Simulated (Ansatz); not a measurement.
**Strength of the N–Si bond: CH7NSi → CH4N + SiH3**

Species: CH7NSi `CN[SiH3]`, singlet; CH4N (methyl amino radical) `C[NH]`, doublet; SiH3 (silyl radical) `[SiH3]`, doublet. 

Shapes, held fixed at every level: PBE0-D4/def2-TZVP. Programs: Ansatz 0.2.0. The zero-point and thermal change to 298 K, harmonic and unscaled (PBE0-D4/def2-TZVP), is -18.4 kJ/mol.

```
               level                    kind  ΔH(298 K) (kJ/mol)  less CCSD(T)/CBS estimate  CPU time (sum over the molecules)
       HF/def2-TZVPP            Hartree–Fock              +280.8                     -125.0                                  –
   PBE-D4/def2-TZVPP                     GGA              +378.6                      -27.2                               13 s
 BHLYP-D4/def2-TZVPP           global hybrid              +378.5                      -27.3                               14 s
  PBE0-D4/def2-TZVPP           global hybrid              +380.8                      -25.0                               15 s
  wB97X-V/def2-TZVPP  range-separated hybrid              +399.1                       -6.7                               36 s
   B2PLYP/def2-TZVPP           double hybrid              +385.7                      -20.1                               23 s
      MP2/def2-TZVPP     perturbation theory              +418.8                      +13.0                                  –
CCSD(T)/CBS estimate   coupled cluster or CI              +405.8                        0.0                            4.3 min
```

The highest level, CCSD(T)/CBS estimate, gives ΔH(298 K) = +405.8 kJ/mol; the levels span +280.8 to +418.8. The column of differences is taken from that level and isn't an error. Hartree–Fock misses the correlation of the pair that is broken and comes out low. No measured value is set beside it here. Open shells run unrestricted unless RO is named. The CBS estimate extrapolates MP2 from def2-TZVPP and def2-QZVPP and adds CCSD(T) − MP2 in the triple-zeta set, cores frozen. Times are processor times on shared x86 and Arm servers, and rough.

Breaking the N–Si bond homolytically is costly, +405.8 kJ/mol at the highest level, as expected for a strongly polar bond between electropositive silicon and electronegative nitrogen. Donation of the nitrogen lone pair into Si–H antibonding orbitals adds to the attraction in the intact molecule and is lost on cleavage. Hyperconjugation with the methyl group stabilises the aminyl radical and offsets part of that cost.

All the density functionals place the bond below the coupled-cluster value, but the share of exact exchange doesn't govern the shortfall: PBE, PBE0 and BHLYP nearly coincide. Among them wB97X-V comes closest, while the double hybrid recovers only a little of the gap. MP2 errs the other way, probably because second-order theory exaggerates the pair correlation lost when the bond breaks.

The large enthalpy describes separation into radicals and doesn't imply chemical inertness, since silylamines are readily cleaved by water or alcohols through polar pathways that form a strong Si–O bond.
